An electron state in a crystal repeats from cell to cell with a phase shift, and the k-point states that shift. The table lists energies of ZnSe at seven k-points of one calculation, measured from the highest occupied level. By "level point", number 6 is the zone centre Γ, 7 is X, 5 is W and 1 is U. Number 2 lies halfway from Γ to L, number 3 halfway from Γ to X, and number 4 is (½,½,0) in units of 2π over the cube edge.

Kohn–Sham levels of zinc-blende ZnSe at points of a Γ-centred 8×8×8 k mesh, computed with CP2K 2026.2 using LDA, GTH-PADE pseudopotentials and UZH TZVP basis sets, without spin polarisation or spin–orbit coupling, and with Gaussian smearing of 0.1 eV. Energies are measured from the valence top; levels under and over the gap are numbered outwards from it.

```csv
point a (reciprocal cell vector),point b (reciprocal cell vector),point c (reciprocal cell vector),level point (row),level under 4 (eV),level under 3 (eV),level under 2 (eV),level under 1 (eV),level over 1 (eV)
-0.3750,-0.3750,0.2500,1,-6.048,-4.824,-3.158,-1.832,3.441
-0.2500,-0.2500,-0.2500,2,-6.314,-3.143,-0.491,-0.491,2.526
-0.2500,-0.2500,0.0000,3,-6.288,-2.982,-1.282,-1.282,3.806
-0.2500,-0.2500,0.5000,4,-6.260,-4.249,-2.606,-0.933,3.983
-0.2500,0.2500,0.5000,5,-6.013,-4.792,-2.822,-2.733,5.400
0.0000,0.0000,0.0000,6,-6.315,0.000,0.000,0.000,0.994
0.0000,0.5000,0.5000,7,-6.136,-4.860,-2.231,-2.231,2.810
```

The columns "level under 1" to "level under 3" hold the three highest occupied levels, from the top down. The electron count and the known chemistry of ZnSe make them mainly Se 4p. By the same reasoning "level under 4" is the top of the nearly flat Zn 3d group. LDA places that group too high, so its mixing with the p levels is overstated, and the couplings fitted below carry some of this error. The three p levels coincide at Γ because spin–orbit coupling is left out; in nature it splits them there by very roughly 0.4 eV.

**(a) Point 4 is farther from Γ than point 3, yet its highest occupied level lies 0.35 eV higher. Why?**

*Solution.* What counts is which neighbours fall out of step, and how the p lobes meet them. Each Se atom has twelve nearest Se neighbours. Let its lobes point along a line of such neighbours, so that two are met end-on, two side-on and eight obliquely. At Γ all atoms are in step: end-on, a plus lobe faces a minus lobe, which is antibonding and raises the level. Side-on, lobes of equal sign lie next to each other, which is bonding and lowers it.

Now compare the two points for the lobe direction that gives the highest level. At both, the end-on neighbours are still in step, and the oblique ones are a quarter of a cycle off, so that their contributions vanish. Only the side-on pair differs. It is in step at point 3 and bonds; at point 4 it is out of step and antibonds, which keeps that level higher.

Call the end-on coupling V₁ and the side-on coupling V₂. Adding up the neighbours gives 4V₁ + 8V₂ at Γ, 2V₁ + 2V₂ at point 3 and 2V₁ − 2V₂ at point 4. A fit of such sums to the top level at the six points other than Γ gives V₁ = 0.864 eV and V₂ = −0.083 eV. These are effective values that include paths through Zn. V₂ is uncertain by about half its size, but its negative sign is what side-on bonding demands.

The fall from Γ to point 4 is then 2V₁ + 10V₂ = 1.73 − 0.83 = 0.90 eV, against 0.93 eV in the table. For point 3 it is 2V₁ + 6V₂ = 1.73 − 0.50 = 1.23 eV, against 1.28 eV. Both points were part of the fit, so the agreement shows that the picture is consistent, not that it predicts. A parabola in the distance from Γ, with one constant fewer, has a typical miss of 0.39 eV over the six points; the neighbour count has 0.15 eV.

**(b) At X, U and W the highest level differs by up to 0.9 eV. Why does the lowest of the three reach nearly the same depth at all of them?**

*Solution.* Theory points to the Zn 4s orbital. At Γ a Se p orbital turns its plus lobe towards two of its four Zn neighbours and its minus lobe towards the other two. The Zn s orbitals are in step, so the contributions cancel. Away from Γ the phases spoil this cancellation, and a Se–Zn bond forms that pushes a p level down. With one Zn 4s orbital per cell, only one combination of the three p orbitals can take part.

The strength of this bond depends on phase differences between the four Zn atoms around a Se atom. The vectors between these Zn atoms are the same as those between neighbouring Se atoms. The squared coupling is therefore proportional to a phase loss L, which is twelve minus the sum of the cosines of the phase shifts to the twelve Se neighbours. L is 16 at X and W and 15.7 at U, so the push should be nearly equal.

For two levels a distance D apart with coupling C, the lower one is pushed down by √(C² + D²/4) − D/2. If C is much larger than D, this is simply C, and the fall grows as √L. One constant fitted to the six points, 1.20 eV, gives 1.20 × √16 = 4.8 eV for X and W; the table has 4.86 and 4.79 eV. The two-level picture is crude. With D equal to the gap and both starting levels fixed, the antibonding partner at X would lie near 5.85 eV. The two lowest empty levels there lie at 2.81 and 3.34 eV, and one of them is expected to be that partner. The starting levels thus move with k, and √L describes the fall rather than deriving it.

The couplings between Se atoms from part (a), taken alone, would put the lowest level at X 1.9 eV below that at W. The table has 0.07 eV. Most of this miss is at X, where they give a fall of 6.25 eV, deeper than the table, so constants fitted to the top level do not carry over to the lowest one. At W they give the two lower levels the same fall, 4.36 eV, while the table has 2.82 and 4.79 eV; such a split is expected if only one combination bonds to Zn 4s. The fitted constant also absorbs the direct Se–Se coupling, however, so it is no pure measure of the Se–Zn bond. The model is weakest at point 3, where it puts the level 0.4 eV too deep and so reverses the order of points 2 and 3.

**(c) U and W are both farther from Γ than X. Why is the highest level higher at U but lower at W?**

*Solution.* U is equivalent to a point farther out on the line from Γ through point 4. The lobes can again point along a row of Se atoms that stay in step, and the oblique neighbours are not fully out of step, so part of the end-on antibonding survives. At X such a row stays in step too, but the oblique neighbours are fully out of step, and their end-on share cancels that of the row. The count thus places U above X, as the table does by 0.40 eV.

At W the count fails. It gives the same highest level as at X, a fall of 2.46 eV, whereas the table has 2.73 eV at W and 2.23 eV at X. The equality holds for any positive V₁ and negative V₂, so better constants would not remove the difference. Paths from Se to Zn and back to Se are not expected to help, since they reach the same twelve neighbours. A likely candidate is the next shell, six Se atoms along the cube axes. At X they are all in step, while at W the two that the lobes meet end-on are out of step, which lowers the level. This is expected from the phases and was not fitted here.

The printed analysis below sets both models beside the falls from the table at each point. To judge another k-point, count all twelve Se neighbours and not only the row along the lobes. Halfway to X such a row stays in step, yet the highest level lies low for its distance from Γ, since the other neighbours count as well.

The analysis program printed:

```
fit of falltop on 6 rows (lost > 0.5): coefficient of endon 0.8637 +/- 0.15, coefficient of sideon -0.08266 +/- 0.044; rms 0.154, worst -0.25 -0.27, leave-one-out rms 0.251
  rows outside the fit (model, value, miss): 0.0 0, 0, 0
fit of falltop on 6 rows (lost > 0.5): coefficient of dist2 2.056 +/- 0.21; rms 0.387, worst -0.25 -0.768, leave-one-out rms 0.452
  rows outside the fit (model, value, miss): 0.0 0, 0, 0
fit of falllow on 6 rows (lost > 0.5): coefficient of sqrt(lost) 1.202 +/- 0.025; rms 0.195, worst -0.25 0.418, leave-one-out rms 0.219
  rows outside the fit (model, value, miss): 0.0 0, 0, 0
fit of falllow on 6 rows (lost > 0.5): coefficient of lost 0.3233 +/- 0.02; rms 0.583, worst -0.25 -1.2, leave-one-out rms 0.64
  rows outside the fit (model, value, miss): 0.0 0, 0, 0
Falls below the valence top in eV:
     row  point  distance  phase_loss  top_fall  top_model  low_fall  low_model
  -0.375      1     1.061       15.66     1.832      1.937     4.824      4.757
   -0.25      2     0.433           6     0.491     0.4504     3.143      2.945
   -0.25      3       0.5           8     1.282      1.231     2.982        3.4
   -0.25      4    0.7071          12     0.933     0.9008     4.249      4.164
   -0.25      5     1.118          16     2.733      2.463     4.792      4.809
     0.0      6         0           0         0          0         0          0
     0.0      7         1          16     2.231      2.463      4.86      4.809
Top level at (1/2,1/2,0) less that halfway to X, eV: 0.349
Top level at U less that at X, eV: 0.399
Top level at X less that at W, eV: 0.502
Distance of the two highest occupied levels at W, eV: 0.089
Top less lowest of the three levels halfway to L, eV: 2.652
Spread of the lowest of the three levels over X, U and W, eV: 0.068
Se-Se coupling alone would put the lowest level at X below that at W by, eV: 1.893
Spread of the fourth level (top of the Zn 3d group) over all points, eV: 0.302
```
